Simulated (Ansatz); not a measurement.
Relative energies of C3H8OSi isomers

2 of its isomers, all singlets with charge 0: A = `C=CCO[SiH3]`; B = `CC1C[SiH2]O1`.

Shapes, held fixed at every level: PBE0-D4/def2-TZVP. Flexible molecules stand in one conformer, not always the lowest. Programs: Ansatz 0.2.0.

A:

```xyz
13

C    -1.2734    1.2560    1.8644
C    -0.1566    1.0000    1.2012
C    -0.1159    0.4055   -0.1634
O     0.7624   -0.7046   -0.1708
Si    1.0321   -1.6005   -1.5217
H    -1.2602    1.7168    2.8451
H    -2.2466    1.0156    1.4472
H     0.8112    1.2339    1.6378
H     0.2391    1.1588   -0.8828
H    -1.1261    0.1050   -0.4711
H     1.5848   -0.7547   -2.6174
H    -0.2337   -2.2154   -2.0111
H     2.0032   -2.6514   -1.1424
```

B:

```xyz
13

C    -1.4557    0.4024   -0.8406
C    -0.6084   -0.1398    0.2791
C     0.6562   -0.9231   -0.1632
Si    1.5325    0.3748    0.8575
O    -0.0187    0.9529    1.0419
H    -2.2424    1.0483   -0.4455
H    -1.9213   -0.4171   -1.3943
H    -0.8455    0.9879   -1.5331
H    -1.2230   -0.7346    0.9632
H     0.8228   -0.8928   -1.2402
H     0.6916   -1.9559    0.1795
H     2.1735   -0.0613    2.1283
H     2.4590    1.3236    0.1822
```

Electronic energies in kJ/mol, without zero-point or thermal terms.

Question: Which isomer should be the most stable, and roughly by how much?

Answer: B < A in rising energy, over a span of 60 kJ/mol, by CCSD(T)/CBS estimate. All levels agree on that. The B − A difference spans -67.6 to -28.7 kJ/mol over the levels. The CBS estimate extrapolates MP2 from def2-TZVPP and def2-QZVPP and adds CCSD(T) − MP2 in the triple-zeta set, cores frozen.

```json
{"level": "HF/def2-SVP", "kind": "Hartree–Fock", "B − A": "-28.7"}
{"level": "r2SCAN-D4/def2-TZVPP", "kind": "meta-GGA", "B − A": "-67.6"}
{"level": "B3LYP-D4/def2-TZVPP", "kind": "global hybrid", "B − A": "-47.5"}
{"level": "wB97M-V/def2-TZVPP", "kind": "range-separated hybrid", "B − A": "-66.0"}
{"level": "B2PLYP/def2-TZVPP", "kind": "double hybrid", "B − A": "-51.1"}
{"level": "CCSD(T)/def2-SVP", "kind": "coupled cluster or CI", "B − A": "-49.2"}
{"level": "CCSD(T)/CBS estimate", "kind": "coupled cluster or CI", "B − A": "-59.8"}
```

The four-membered oxasiletane ring B lies below the open-chain allyloxysilane A by 59.8 kJ/mol at the CBS estimate, despite its angle strain. Both isomers keep one Si–O and one C–O bond, so the balance rests on the other bonds: going from A to B exchanges the C=C π bond and one Si–H bond for a Si–C and a C–H σ bond. This is the bond exchange of a hydrosilylation, which is normally clearly exothermic, and ring strain probably cancels only part of the gain.

Electron correlation strengthens the preference: in the same small basis, B − A moves from -28.7 kJ/mol with Hartree–Fock to -49.2 with CCSD(T), plausibly because the compact ring holds more electron pairs close together. The larger basis favours B further. The order is therefore well supported for these two structures, but the size of the gap depends appreciably on the treatment. Being lower in energy than A does not make B inert, since strained Si–O rings can relieve their strain by ring-opening oligomerisation.
